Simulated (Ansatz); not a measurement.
# TePd₃: the change of energy above lowest point with volume scale

Free energy against uniform scaling of the volume at fixed shape and fractions; periodic cell, basis, potentials, k mesh and filling as listed. The results are calculated, by Ansatz 0.2.0.

The cell before it is scaled or strained (space group I4/mmm, No. 139):
```
TePd3
1.0
     -2.2987     2.2987     3.2677
      2.2987    -2.2987     3.2677
      2.2987     2.2987    -3.2677
Te Pd
1 3
Direct
  0.00000 0.00000 0.00000
  0.75000 0.25000 0.50000
  0.25000 0.75000 0.50000
  0.50000 0.50000 0.00000
```

Settings of every row: functional LDA; dispersion none; potentials PAW; wave cutoff 557.83 eV; density cutoff 2231.3 eV; k mesh 7x7x7; k shift 0x0x0; occupations methfessel paxton; smearing width 0.1 eV; spin none.

Limits: coarse k mesh, up to 40 meV an atom off; minimum outside the range; no spin-orbit coupling, which can matter with elements this heavy; the cell comes from a prototype or a list of computed structures and needn't be the stable phase.

```csv
row,volume scale,V (Å³/atom),energy above lowest point (meV/atom)
1,0.94,16.231,0
2,0.96,16.576,10.8
3,0.98,16.921,?
4,1,17.267,50.6
5,1.02,17.612,78.1
6,1.04,17.957,109.8
7,1.06,18.303,145.1
```

Question: what energy above lowest point should row 3 give?

Worked fit of energy above lowest point. Take u = (V_r/V)^(2/3) − 1 with V_r = 17.439 Å³ an atom, which is twice the finite (Eulerian) strain; such expansions in the strain, on which the Birch-Murnaghan equation of state is built, carry the rest volume and the bulk modulus. The shown rows have u = 0.04902, 0.03441, 0.00663, -0.00656, -0.01932, -0.03172. Least squares give energy above lowest point = 63.77 − 2085.5 × u + 15459 × u² + 11243 × u³ meV/atom; a parabola predicts inner rows, each left out in turn, worse (root mean square 0.23 against 0.079 meV/atom). All shown rows lie on it to the printed digit. The withheld row has u = 0.02031, so the fit gives 63.77 − 2085.5 × (0.02031) + 15459 × (0.02031)² + 11243 × (0.02031)³ = 27.9 meV/atom.

The calculation gave 27.9 meV/atom. The fit meets it to the printed digit.
